**Effective charge from size and from energy: the 3d orbital in Sc–Zn and Lu–Hg**

The table holds the 3d orbital energy, ⟨r⟩ and ⟨r²⟩ of the neutral atoms Sc–Zn and Lu–Hg from non-relativistic, configuration-averaged Hartree-Fock at the basis limit. The program reads a hydrogenic charge from the radius (10.5/⟨r⟩) and from the energy (√(−18ε)), measures the breaks at Cr, Cu, Pt and Au against cubics through the s² atoms, and compares the gap ε + Z_r²/18 with the potential ΣN⟨1/r⟩ of the outer shells of Lu and Os. The charge from the radius exceeds that from the energy in every row, and the four s¹ atoms are less bound by 4.4 to 6.8 eV, with a larger radius at Cr and Cu and no change beyond rounding at Pt and Au, while Mn and Re lie on the curve. The outer shells account for about 80 % of the gap in Lu and Os, and frozen-orbital estimates of the breaks overshoot by roughly a factor of two.

Neutral atoms Sc–Zn and Lu–Hg, computed with B-spline radial code 1 in non-relativistic Hartree-Fock at the basis-set limit. The atoms are treated as spherical with a point nucleus, and open shells are averaged over the configuration.

## Script

```python
# Table: 3d orbital energy (eV), <r> (bohr), <r^2> (bohr^2) of neutral Sc-Zn and Lu-Hg; B-spline radial code,
# non-relativistic Hartree-Fock, configuration average, point nucleus. Tested: (1) one screened hydrogenic charge,
# (2) d5/d10 shell stability, (3) enclosed charge sets size while outer charge shifts the energy.
T = {
    'ion': ['Sc', 'Ti', 'V', 'Cr', 'Mn', 'Fe', 'Co', 'Ni', 'Cu', 'Zn', 'Lu', 'Hf', 'Ta', 'W', 'Re', 'Os', 'Ir', 'Pt', 'Au', 'Hg'],
    'Z': [21, 22, 23, 24, 25, 26, 27, 28, 29, 30, 71, 72, 73, 74, 75, 76, 77, 78, 79, 80],
    'configuration': ['[Ar] 3d1 4s2', '[Ar] 3d2 4s2', '[Ar] 3d3 4s2', '[Ar] 3d5 4s1', '[Ar] 3d5 4s2', '[Ar] 3d6 4s2', '[Ar] 3d7 4s2', '[Ar] 3d8 4s2', '[Ar] 3d10 4s1', '[Ar] 3d10 4s2', '[Xe] 4f14 5d1 6s2', '[Xe] 4f14 5d2 6s2', '[Xe] 4f14 5d3 6s2', '[Xe] 4f14 5d4 6s2', '[Xe] 4f14 5d5 6s2', '[Xe] 4f14 5d6 6s2', '[Xe] 4f14 5d7 6s2', '[Xe] 4f14 5d9 6s1', '[Xe] 4f14 5d10 6s1', '[Xe] 4f14 5d10 6s2'],
    'energy': [-9.3529, -11.0429, -12.5494, -8.77554, -15.2703, -16.5406, -17.7705, -18.9688, -13.3671, -21.2939, -1666.33, -1740.3, -1816.17, -1893.93, -1973.54, -2054.97, -2138.2, -2218.79, -2305.32, -2398.56],  # eV
    'mean_radius': [1.6754, 1.4873, 1.3513, 1.401, 1.1581, 1.0848, 1.0219, 0.96687, 0.99115, 0.87487, 0.1939, 0.19049, 0.1872, 0.18402, 0.18095, 0.17798, 0.17511, 0.17233, 0.16963, 0.16701],  # bohr
    'mean_r_squared': [3.6344, 2.8616, 2.3644, 2.6588, 1.7424, 1.5321, 1.3623, 1.2222, 1.3351, 1.005, 0.04399, 0.042446, 0.040982, 0.039593, 0.038272, 0.037017, 0.035822, 0.034683, 0.033598, 0.032562],  # bohr²
}
import numpy as np
from scipy.constants import physical_constants as pc
Ha = pc['Hartree energy in eV'][0]
cm = pc['inverse meter-electron volt relationship'][0]*100
ion = list(T['ion']); Z = np.array(T['Z'], float); E = np.array(T['energy'], float)
r = np.array(T['mean_radius'], float); r2 = np.array(T['mean_r_squared'], float)
s1 = np.array([c.endswith('s1') for c in T['configuration']])
nd = np.array([int(c.split()[-2].split('d')[1]) for c in T['configuration']])
Zr = 10.5/r; ZE = np.sqrt(-18*E/Ha); shape = r2/r**2; gap = E + Ha*Zr**2/18
slat = np.where(Z < 40, Z-18-0.35*(nd-1), Z-18-0.35*9)
ix = ion.index
print('ion  Z_r=10.5/<r>  Z_E=sqrt(-18e)  Z_r/Z_E  Z_Slater  <r2>/<r>^2 (H-like 1.1429)  gap=e+Z_r^2/18 [eV]')
for i, a in enumerate(ion):
    print(f'{a:2s} {Zr[i]:7.3f} {ZE[i]:7.3f} {Zr[i]/ZE[i]:5.2f} {slat[i]:6.2f} {shape[i]:6.4f} {gap[i]:8.1f}')
for a, b in (('Sc', 'Zn'), ('Lu', 'Hg')):
    i, j = ix(a), ix(b); n = Z[j]-Z[i]
    print(f'{a}-{b} per element: dZ_r {(Zr[j]-Zr[i])/n:.3f} dZ_E {(ZE[j]-ZE[i])/n:.3f} dZ_Slater {(slat[j]-slat[i])/n:.2f}'
          f' de {(E[j]-E[i])/n:.2f} dgap {(gap[j]-gap[i])/n:.1f} eV; total dZ_r {Zr[j]-Zr[i]:.2f}')
def smooth(y, i, drop=True):
    m = (~s1) & ((Z < 40) == (Z[i] < 40))
    if drop: m[i] = False
    z0 = Z[m].mean()
    return np.polyval(np.polyfit(Z[m]-z0, y[m], 3), Z[i]-z0)
for a, blk, fe, fr in (('Sc-Zn', Z < 40, 5e-5, 5e-5), ('Lu-Hg', Z > 40, 5e-3, 5e-6)):
    k = np.where(blk & ~s1)[0]
    me = max(abs(E[i]-smooth(E, i, False)) for i in k)
    mr = max(abs(r[i]-10.5/smooth(Zr, i, False)) for i in k)
    print(f'{a} cubic on s2 rows: max misfit e {me:.3f} eV (rounding {fe:.0e}), r {mr:.1e} bohr (rounding <= {fr:.0e})')
print('departure from cubic of other s2 rows (+ = less bound/larger; Zn,Hg extrapolated):')
print('ion conf  de[eV]  de/|e|%  dr[bohr]  dr/r%  dZ_r | one charge: de from dr [eV], dr needed for de [bohr]')
dE, dR, need, R0 = {}, {}, {}, {}
for a in ('Cr', 'Cu', 'Pt', 'Au', 'Mn', 'Zn', 'Re', 'Hg'):
    i = ix(a); e0 = smooth(E, i); z0 = smooth(Zr, i); r0 = 10.5/z0
    dE[a] = E[i]-e0; dR[a] = r[i]-r0; R0[a] = r0; need[a] = r0*(np.sqrt(e0/E[i])-1)
    print(f'{a} d{nd[i]}s{1 if s1[i] else 2} {dE[a]:+.3f} {100*dE[a]/abs(e0):+.3f} {dR[a]:+.1e} {100*dR[a]/r0:+.3f}'
          f' {Zr[i]-z0:+.3f} | {e0*((r0/r[i])**2-1):+.2f} {need[a]:+.1e}')
print('steps of e [eV]: ' + ', '.join(f'{ion[i]}-{ion[i+1]} {E[i+1]-E[i]:.1f}' for i in range(ix('Os'), ix('Hg'))))
print(f"kink ratio Cu/Cr {dE['Cu']/dE['Cr']:.2f}; ratio of smooth 1/<r> {R0['Cr']/R0['Cu']:.2f}")
# typed from further outputs of the same runs: (electrons, <1/r>) of 4s 4p 4d 4f 5s 5p 5d 6s; Mn integrals in eV
out = {'Lu': [(2, 2.700477), (6, 2.601716), (10, 2.389441), (14, 1.900142), (2, 0.9963963), (6, 0.879117), (1, 0.5266263), (2, 0.2896874)],
       'Os': [(2, 2.970076), (6, 2.875822), (10, 2.679537), (14, 2.296031), (2, 1.169509), (6, 1.057859), (6, 0.7627038), (2, 0.346127)]}
F0dd, F2, F4, F0ds, G2, zeta = 21.88089, 10.02143, 6.215659, 9.444577, 0.979108, 227380.5
S = {a: Ha*sum(n*v for n, v in out[a]) for a in out}
for a in S:
    print(f'{a}: sum N<1/r> (n>=4) {S[a]:.0f} eV, gap {gap[ix(a)]:.0f} eV, share {100*S[a]/gap[ix(a)]:.0f}%, rest {gap[ix(a)]-S[a]:.0f} eV')
new = Ha*(6*out['Os'][6][1]-out['Lu'][6][1])
print(f"Lu->Os: dgap {gap[ix('Os')]-gap[ix('Lu')]:.0f} eV, dsum {S['Os']-S['Lu']:.0f} eV, of which 5d shell {new:.0f} eV")
fz3 = (F0dd-2/63*(F2+F4))-(F0ds-G2/10); fz5 = Ha*(out['Os'][6][1]-out['Os'][7][1])
print(f"frozen 4s->3d (Mn integrals) {fz3:.1f} eV; found/frozen Cr {dE['Cr']/fz3:.2f}, Cu {dE['Cu']/fz3:.2f}")
print(f"frozen 6s->5d (Os <1/r>) {fz5:.1f} eV; found/frozen Pt {dE['Pt']/fz5:.2f}, Au {dE['Au']/fz5:.2f}")
print(f'Os 3d spin-orbit splitting 2.5*zeta = {2.5*zeta*cm:.0f} eV (absent from the table)')
assert np.all(Zr > ZE) and np.all(shape > 8/7)
assert all(dE[a] > 2 for a in ('Cr', 'Cu', 'Pt', 'Au'))
assert abs(dE['Mn']) < 0.5 and abs(dE['Re']) < 0.5
assert all(abs(dR[a]) < 0.3*need[a] for a in ('Pt', 'Au'))
```

Output:

```
ion  Z_r=10.5/<r>  Z_E=sqrt(-18e)  Z_r/Z_E  Z_Slater  <r2>/<r>^2 (H-like 1.1429)  gap=e+Z_r^2/18 [eV]
Sc   6.267   2.487  2.52   3.00 1.2948     50.0
Ti   7.060   2.703  2.61   3.65 1.2936     64.3
V    7.770   2.881  2.70   4.30 1.2948     78.7
Cr   7.495   2.409  3.11   4.60 1.3546     76.1
Mn   9.067   3.178  2.85   5.60 1.2991    109.0
Fe   9.679   3.308  2.93   6.25 1.3019    125.1
Co  10.275   3.429  3.00   6.90 1.3045    141.8
Ni  10.860   3.542  3.07   7.55 1.3074    159.3
Cu  10.594   2.974  3.56   7.85 1.3590    156.3
Zn  12.002   3.753  3.20   8.85 1.3130    196.5
Lu  54.152  33.200  1.63  49.85 1.1700   2766.7
Hf  55.121  33.929  1.62  50.85 1.1697   2852.9
Ta  56.090  34.661  1.62  51.85 1.1694   2939.9
W   57.059  35.395  1.61  52.85 1.1692   3027.9
Re  58.027  36.131  1.61  53.85 1.1689   3116.7
Os  58.995  36.869  1.60  54.85 1.1686   3206.6
Ir  59.962  37.608  1.59  55.85 1.1682   3297.2
Pt  60.930  38.311  1.59  56.85 1.1679   3393.4
Au  61.899  39.050  1.59  57.85 1.1676   3487.0
Hg  62.870  39.832  1.58  58.85 1.1674   3576.9
Sc-Zn per element: dZ_r 0.637 dZ_E 0.141 dZ_Slater 0.65 de -1.33 dgap 16.3 eV; total dZ_r 5.73
Lu-Hg per element: dZ_r 0.969 dZ_E 0.737 dZ_Slater 1.00 de -81.36 dgap 90.0 eV; total dZ_r 8.72
Sc-Zn cubic on s2 rows: max misfit e 0.024 eV (rounding 5e-05), r 2.5e-03 bohr (rounding <= 5e-05)
Lu-Hg cubic on s2 rows: max misfit e 0.009 eV (rounding 5e-03), r 2.0e-06 bohr (rounding <= 5e-06)
departure from cubic of other s2 rows (+ = less bound/larger; Zn,Hg extrapolated):
ion conf  de[eV]  de/|e|%  dr[bohr]  dr/r%  dZ_r | one charge: de from dr [eV], dr needed for de [bohr]
Cr d5s1 +5.185 +37.140 +1.6e-01 +12.618 -0.946 | +2.95 +3.3e-01
Cu d10s1 +6.754 +33.566 +7.2e-02 +7.843 -0.831 | +2.82 +2.1e-01
Pt d9s1 +4.447 +0.200 +5.3e-06 +0.003 -0.002 | +0.14 +1.7e-04
Au d10s1 +4.708 +0.204 +3.0e-06 +0.002 -0.001 | +0.08 +1.7e-04
Mn d5s2 +0.030 +0.199 +1.9e-03 +0.166 -0.015 | +0.05 +1.2e-03
Zn d10s2 +0.198 +0.923 +6.9e-03 +0.799 -0.096 | +0.34 +4.0e-03
Re d5s2 -0.011 -0.001 -1.0e-06 -0.001 +0.000 | -0.02 -5.1e-07
Hg d10s2 -0.184 -0.008 -3.4e-05 -0.020 +0.013 | -0.98 -6.4e-06
steps of e [eV]: Os-Ir -83.2, Ir-Pt -80.6, Pt-Au -86.5, Au-Hg -93.2
kink ratio Cu/Cr 1.30; ratio of smooth 1/<r> 1.35
Lu: sum N<1/r> (n>=4) 2174 eV, gap 2767 eV, share 79%, rest 593 eV
Os: sum N<1/r> (n>=4) 2615 eV, gap 3207 eV, share 82%, rest 592 eV
Lu->Os: dgap 440 eV, dsum 441 eV, of which 5d shell 110 eV
frozen 4s->3d (Mn integrals) 12.0 eV; found/frozen Cr 0.43, Cu 0.56
frozen 6s->5d (Os <1/r>) 11.3 eV; found/frozen Pt 0.39, Au 0.42
Os 3d spin-orbit splitting 2.5*zeta = 70 eV (absent from the table)
```
